Space-charge negative resistance in an avalanching p-i-n diode: a thin InP layer near the inflection of α(E)

A diode in avalanche shares its current evenly over its area only while its voltage rises with current density. If dV/dJ is negative, a patch that carries more current needs less voltage than its neighbours, draws still more, and becomes a filament. One purely electrical source of a negative slope is the charge of the carriers themselves. I will estimate it by hand for an InP layer 0.2 µm thick, then calculate it, and then explain why the two answers differ by a factor of nearly forty.

The model

The intrinsic layer runs from the p⁺ contact at x = 0 to the n⁺ contact at x = W. E is the magnitude of the field, which points along −x, so electrons drift to +x. V is ∫E dx over the layer, built-in potential included. Electrons and holes have one saturated velocity v and one local ionisation rate α(E), the contacts are infinitely doped, and the temperature is fixed. J = Jn + Jp is uniform, and

dJn/dx = αJ,  dE/dx = (Jn − Jp)/(εv).

With no injected current Jn(0) = 0 and Jn(W) = J, so ∫α dx = 1 at every current. Holes dominate near the p⁺ side and electrons near the n⁺ side. The slope of E is −J/(εv) at x = 0 and +J/(εv) at x = W: the field is high at both edges and sags in the middle. This is the hammock, known in power diodes since Egawa (1966).

The estimate by hand

Take W = 0.2 µm, J = 100 kA/cm², ε ≈ 1.1×10⁻¹² F/cm and a typical v ≈ 7×10⁶ cm/s, so εv ≈ 8×10⁻⁶ S/cm. The carrier density J/(qv) is 9×10¹⁶ cm⁻³. The natural field scale is s = JW/(εv) = 250 kV/cm.

In a one-sided diode all ionisation sits at the junction and pins the peak field there. One carrier type crosses the rest of the layer, cancels part of the doping charge and lifts the field linearly from zero to s. The voltage rises by sW/2 = 2.5 V, a resistance W²/(2εv) per unit area (Sze and Shockley, 1967).

In the p-i-n layer the slope runs from −s/W through zero to +s/W. Its mean size over half the layer is s/(2W), so the hammock is s/4 = 62.5 kV/cm deep. The rms ripple about the mean is about a third of that, 21, call it 20 kV/cm. Ionisation happens everywhere, so what is pinned is the average of α. If α were linear in E, the edges would gain what the middle loses and the mean field would stay put. Because α curves upward, the edges gain more, and the mean field must fall by ½(α″/α′) times the mean square ripple. For the curvature I argue as follows: α is steep, its logarithmic slope at about 600 kV/cm is about 3, so it grows by a factor e in 200 kV/cm, and for an exponential α″/α′ = α′/α = 1/(200 kV/cm). The mean field falls by ½ × 20²/200 = 1 kV/cm, and the estimate is ΔV ≈ −20 mV.

Question: So the negative resistance is a hundred times weaker than the positive one of an ordinary junction?

On this estimate, yes, and it is of different order in J: it starts with zero slope. The calculation makes it weaker still.

The careful calculation

Let u = x/W − ½, let ⟨ ⟩ be the average over the layer, and write E = E0 + e(u) with Wα(E0) = 1. Differentiating Poisson's equation gives

e″ = 2sWα(E0 + e),  e′(±½) = ±s.

Define aₙ = W dⁿα/dEⁿ at E0 and expand e = s f₁ + s² f₂ + s³ f₃ + …. The boundary slopes are used up by f₁, so each higher f has zero slope at both edges, and the right-hand side at each higher order must average to zero. That is ∫α dx = 1 order by order, and it fixes the mean of the previous f.

Order s: f₁″ = 2. Order s²: f₂″ = 2a₁f₁, which demands ⟨f₁⟩ = 0, so f₁ = u² − 1/12. Since ΔV = W⟨e⟩, the term linear in J vanishes. Order s³: f₃″ = 2a₁f₂ + a₂f₁², which demands ⟨f₂⟩ = −(a₂/2a₁)⟨f₁²⟩, and ⟨f₁²⟩ = 1/80 − 1/144 = 1/180. Therefore

ΔV = −(α″/α′) J²W³/(360 ε²v²) + O(J³).

The voltage falls where α is convex and rises where it is concave. Near the inflection this term is small, so we need the next ones. Write f₂ = c₂ + a₁γ, with c₂ = −a₂/(360a₁) and γ = u⁴/6 − u²/12 + 7/1440, which solves γ″ = 2f₁ with zero mean and zero edge slopes. The next condition is a₁⟨f₃⟩ + a₂⟨f₁f₂⟩ + a₃⟨f₁³⟩/6 = 0. With ⟨f₁γ⟩ = −1/3780 and ⟨f₁³⟩ = 1/3780,

c₃ = ⟨f₃⟩ = a₂/3780 − a₃/(22680a₁).

The one after is a₁⟨f₄⟩ + a₂⟨f₁f₃ + f₂²/2⟩ + a₃⟨f₁²f₂⟩/2 + a₄⟨f₁⁴⟩/24 = 0. Integrating by parts twice gives ⟨f₁f₃⟩ = ⟨γf₃″⟩/2, and with ⟨γ²⟩ = 1/75600, ⟨γf₁²⟩ = −1/113400 and ⟨f₁⁴⟩ = 1/15120,

c₄ = −[a₁²a₂/50400 − a₂²/226800 + a₂c₂²/2 + a₃c₂/360 − a₁a₃/226800 + a₄/362880]/a₁.

Then ΔV = W(c₂s² + c₃s³ + c₄s⁴ + …).

Question: Can these coefficients be tested against something closed?

Yes. For Wα = exp(λe) the equation is solved by λe = ln[k/(2 tan(k/2))] − 2 ln cos(ku), with p = λs = 2k tan(k/2). Averaging and expanding gives λ⟨e⟩ = −p²/360 + p³/4536 − p⁴/100800, which is what the three formulas yield for aₙ = λⁿ.

Now the inputs. The static dielectric constant is the compiled value 12.34 (Rakita 2019), so ε = 1.0926×10⁻¹² F/cm, and with v = 7×10⁶ cm/s εv = 7.648×10⁻⁶ S/cm. For the rate I take α = A exp[−(b/E)²] with A = 2.4×10⁵ cm⁻¹ and b = 820 kV/cm. These are approximate values, chosen to lie between typical electron and hole rates of InP at about 500 to 800 kV/cm, so the breakdown voltage that follows is a product of that choice and tests nothing. With X = (b/E0)², breakdown means X = ln(AW). Measuring fields in units of E0,

a₁ = 2X, a₂ = 4X² − 6X, a₃ = 8X³ − 36X² + 24X, a₄ = 16X⁴ − 144X³ + 300X² − 120X.

The logarithmic slope is g = E0α′/α = 2X and the curvature is κ = E0α″/α′ = 2X − 3. The inflection is at X = 3/2, that is E0 = 669.5 kV/cm and W = 0.187 µm.

For W = 0.20 µm: X = 1.5686, E0 = 654.7 kV/cm, V0 = 13.09 V. At 100 kA/cm², s = 261.5 kV/cm and σ = s/E0 = 0.3994. The derivatives are a₁ = 3.137, a₂ = 0.431, a₃ = −20.06, a₄ = 91.0, so κ = 0.137, and in units of 10⁻⁴ c₂ = −3.8, c₃ = +4.0, c₄ = −2.0. The terms of ΔV = V0(c₂σ² + c₃σ³ + c₄σ⁴) are −0.80, +0.33 and −0.07 mV, and their sum is −0.53 mV.

Question: With σ = 0.4 and alternating terms, do you trust the sum?

It can be bypassed. Multiplying the equation by dE/dx gives (dE/dx)² = 4(J/εv)∫α dE, taken from the central field Em up to E. At the edge field Ee the slope is J/(εv), so J/(εv) = 4∫α dE from Em to Ee, and W and V follow as quadratures of dE/(dE/dx) and E dE/(dE/dx). For this width and current the quadrature and the three-term sum agree within 3 per cent. The model's answer is ΔV = −0.5 mV.

Why the two differ

The ratio of −20 mV to the series sum is 37.5, and it splits into four factors.

First, the ripple. The true mean square is s²/180 = 380 (kV/cm)², an rms of 19.5 kV/cm, against my 400: a factor 1.05. Second, the steepness. E0/g is 209 kV/cm against my 200: a factor 1.04. With both repaired, the exponential picture gives −18.2 mV, so rounding explains almost nothing.

Third, the step from steepness to curvature, which is where the estimate fails. For any rate law,

α″/α′ = (ln α)′ + (ln α)″/(ln α)′.

I kept the first term and dropped the second. But ln α = ln A − (b/E)² bends over: a carrier must gain an ionisation energy against phonon losses, the chance of doing so saturates at high field, and the logarithmic slope decays. In units of 1/E0 the first term is 3.137 and the second is −3, and what remains is 0.137. The factor is g/κ = 22.9. A rate can be steep and yet locally straight, and the hammock responds only to departure from straightness.

Fourth, the higher orders, a factor 0.80/0.53, or 1.49 before rounding. The hammock is skewed, since the edges rise by s/6 while the centre falls by only s/12. The edges, near 700 kV/cm, already lie beyond the inflection, where α is concave; this is the a₃ part of c₃. The a₂ part is self-limiting: stronger generation at the edges and weaker in the middle flattens the hammock, as ⟨f₁γ⟩ < 0 shows.

Question: Then the sign can change with thickness?

It does. The quadratic term alone, at 100 kA/cm², is +0.85 mV for W = 0.16 µm (E0 = 707 kV/cm, κ = −0.309) and −21 mV for W = 0.30 µm (E0 = 584 kV/cm, κ = 0.948). Exactly at the inflection a₁ = 3, a₂ = 0, a₃ = −18, so ΔV starts as +V0σ³/3780. At our current that is +0.16 mV, with a quartic term of −0.04 mV: the voltage has risen.

Question: How well is κ known?

Poorly, since it is a small difference. κ = 2 ln(AW) − 3 vanishes if A or W is 7 per cent smaller. The form of the fit matters more. For α = A exp[−(b/E)^m] one finds κ = g − (m + 1). A fit with m = 1, Chynoweth's form, matched in value and slope at E0, has κ = 1.137, which is 8.3 times larger. A second derivative is the quantity that a fit of rates constrains least. So the −0.5 mV belongs to this model and not to InP.

What the model leaves out

The vanishing of the linear term rests on a uniform weight in the breakdown condition. Suppose the first-order condition is ⟨w e⟩ = 0 with a weight w(u). Then the mean of f₁ shifts, and the shift is multiplied by Ws = 5.23 V. For w = 1 − 0.4u², only ten per cent lower at the edges than at the centre, the shift is (0.4/180)/(1 − 0.4/12) and ΔV = +12 mV. Anything that disturbs the weight by a per cent competes with our effect.

Question: In InP holes ionise more readily than electrons. What does that do?

Let electrons have rate α and holes β, so dJn/dx = αJn + βJp. In a uniform field breakdown requires (α − β)W = L, with L = ln(α/β), and jn = Jn/J = (e^(Lt) − 1)/(e^L − 1), t = x/W. Perturbing the rates and using the integrating factor gives w = e^(−Lt)[α′jn + β′(1 − jn)]. If α/β does not depend on field, w is proportional to e^(−Lt) djn/dt, a constant, and the linear term still vanishes exactly. If it does, let δ = (E dL/dE)/g. To second order in the asymmetries w ∝ 1 + δu − (Lδ/2)u². Let the velocities differ too, with 1/v the mean of 1/vn and 1/vp and η = (vp − vn)/(vp + vn); then the slope of f₁ is 2jn − 1 + η, and f₁ gains the odd part L(u³/3 − u/4) + ηu. Using ⟨u⁴/3 − u²/4⟩ = −1/60,

ΔV = Ws δ (7L/360 − η/12).

With approximate values for InP at this field, L = −0.3 and E dL/dE = 0.5, δ is 0.16 and the first part is −5 mV, ten times the effect we computed. An assumed vp/vn = 0.8 gives η = −1/9 and a second part of +8 mV. The same tilt raises the mean square ripple by the factor 1 + 15η², or 19 per cent, in the quadratic term.

Question: And the contacts? No cladding is infinitely doped.

This is the largest electrical correction. With doping N on each side the field decays over d = εE/(qN) and each side holds εE²/(2qN). For a typical N = 2×10¹⁸ cm⁻³, d = 22 nm. The edge field rises by s/6, so the two sides together take an extra ds/3. They also ionise more: each contributes ∫α dE ε/(qN), which grows by α(d/E0)(s/6), and the layer gives back a fraction 1/g of the extra voltage. To first order in d/W,

ΔV = (1 − 1/g) ds/3 = +0.13 V.

Terms of second order are not small either: the carriers crossing the two depleted zones add Jd²/(εv) = 0.07 V. Only the order of magnitude, a few tenths of a volt at most and positive, should be kept.

Question: Is a local α(E) meaningful in 200 nm?

Only roughly. For parabolic bands of equal mass the ionisation threshold is 1.5 Eg. With the compiled 300 K gap of 1.35 eV (Wing 2021) that is 2.0 eV, and a cold carrier needs 31 nm at E0 to collect it, 15 per cent of W. A fitted α absorbs this dead space on average, but not its dependence on position. A distortion of the weight of that relative size is what the 12 mV example describes, so terms of order ten millivolts, of a sign that the local model cannot give, are to be expected.

Question: Does tunnelling matter at these fields?

Not at this current. Take the parabolic-barrier expression Jt = √(2m) q³EV/(4π²ħ²√Eg) × exp[−π√m Eg^(3/2)/(2√2 ħqE)], with the compiled electron mass 0.0795 mₑ (Vurgaftman 2001, 0 K), and overstate it by using 700 kV/cm throughout. The exponent is 25.4 and Jt is 6×10⁻³ A/cm². A seed current changes the condition to ∫α dx = 1 − Jt/J and lowers V by V0Jt/(gJ) = 0.3 µV. That shift shrinks as J grows, so it makes the slope positive at low current, where the space-charge slope starts from zero.

Question: You fixed the temperature while dissipating a megawatt per square centimetre.

The power density is 1.3 MW/cm². Phonon scattering lowers α as the lattice warms, and the breakdown voltage of such a layer rises by roughly 10 mV/K as a typical figure, so 0.05 K cancels the droop. With an approximate heat capacity of 1.5 J/(cm³ K) and no heat loss the layer warms at 44 K/ns and reaches 0.05 K in 1.2 ps, less than the transit time W/v = 2.9 ps. That overstates the rate, since hot carriers deposit part of their energy in the contacts, but no steady state exists in which heating may be ignored here.

What this means for the safe operating area

A real InP p-i-n diode of this thickness typically shows a rising voltage in breakdown. The ideal model therefore misses even the sign, and the sizes above say why: tenths of a volt from the claddings, tens of millivolts per few kelvin from heating, about ten millivolts from unequal carriers and dead space, against half a millivolt from the curvature of α. The mechanism matters at the other end of the scale. At fixed J the quadratic term grows as κW³/E0, κ grows with W, and the relative weight d/W of the claddings falls. A thick, lightly doped power diode starts with the positive one-sided resistance, because its doping tilts the field and confines ionisation to one junction. Once J/(qv) exceeds the doping, a second field peak appears at the far junction and the hammock forms on the convex part of α(E), where it pulls the voltage down and filaments can start.